Response of an optimally coupled Q-switched Nd:phosphate glass laser

Question. How do the best mirror reflectance and the pulse energy respond when stored energy, loss, cross-section, beam area or lower-level filling is changed singly?

Statement (Degnan, 1989). Let σ be the emission cross-section, l the rod length, A the area of the flat beam, n_i the initial inversion density, L the round-trip dissipative log loss and γ the inversion lost per emitted photon. With G = 2g₀l = 2σn_i l and z = G/L > 1,
 ln(1/R_opt) = Lx, x = (z − 1 − ln z)/ln z,
 E_max = (AhνL/(2σγ))(z − 1 − ln z).
With stored energy E_st = hνn_i Al, z = 2σE_st/(hνAL) and E_max = (E_st/γ)η, η = 1 − (1 + ln z)/z.

Baseline (typical inputs): λ = 1054 nm, σ = 4.0×10⁻²⁰ cm², A = 0.30 cm², E_st = 0.60 J, L = 0.10, γ = 1 (the lower level empties in under a nanosecond). Then hν/σ = 4.71 J/cm², G = 0.849, z = 8.49, x = 2.50, η = 0.63.

Reasoning. Since dlnη/dlnz = 1/x = 0.40, E_max varies locally as E_st^1.40, σ^0.40, L^−0.40, A^−0.40 and γ^−1. As 1/x falls with rising z, these power laws overstate gains and understate drops. For the mirror, L + ln(1/R_opt) = (G − L)/ln(G/L), the logarithmic mean of G and L, which rises with G: more E_st or σ, or less A, lowers R_opt, and γ does not enter. At fixed G, d ln(1/R_opt)/dL = x/ln z − 1, which vanishes at z = 6.0; doubling L crosses this point, so R_opt should barely move.

Calculation, mirror re-optimised:
change | z | R_opt | E_max/J | ΔE, power law | ΔE, full
none | 8.49 | 0.78 | 0.38 | |
E_st → 0.72 J | 10.2 | 0.74 | 0.49 | +29 % | +28 %
L → 0.20 | 4.24 | 0.78 | 0.25 | −24 % | −33 %
σ → 2.7×10⁻²⁰ cm² | 5.73 | 0.84 | 0.31 | −15 % | −17 %
A → 0.15 cm² | 17.0 | 0.63 | 0.46 | +32 % | +23 %
γ → 2 | 8.49 | 0.78 | 0.19 | −50 % | −50 %
The lower σ is typical of silicate glass, with λ held fixed; γ = 2 is the limit of equally degenerate levels with a blocked lower one. On doubling L the slope x/ln z − 1 runs from +0.17 to −0.14. Halving A raises the output fluence from 1.3 to 3.1 J/cm². Keeping the baseline mirror at 0.72 J costs only about 1 %.

Proof. Let Φ be the photon flux summed over both directions, uniform along the rod, t_r the round-trip time, and neglect pumping and decay during the pulse:
 dΦ/dt = Φ[2σnl − L − ln(1/R)]/t_r, dn/dt = −γσΦn.
The output power is hνAΦ ln(1/R)/2 and ∫Φ dt = ln(n_i/n_f)/(γσ), n_f being the final inversion, so with x = ln(1/R)/L and y = n_f/n_i, E = (AhνL/(2σγ)) x ln(1/y). Dividing the two rate equations and integrating between Φ = 0 at both ends gives z(1 − y) = (1 + x) ln(1/y). Hence x ln(1/y) = z(1 − y) + ln y, whose derivative −z + 1/y vanishes at y = 1/z, a maximum since the second derivative is −1/y². The maximum is z − 1 − ln z, and division by ln z gives x. The pulse leaves behind a round-trip gain equal to L.

Limits. At the pulse peak the mirror alone makes Φ vary along the axis by cosh[½ ln(1/R)] − 1: 0.8 % at baseline, rivalling the mirror-mismatch cost, and 2.7 % for halved A. Real glass rods deliver less than E_max, by up to tens of per cent, because the inhomogeneously broadened line and non-flat beams leave inversion unextracted.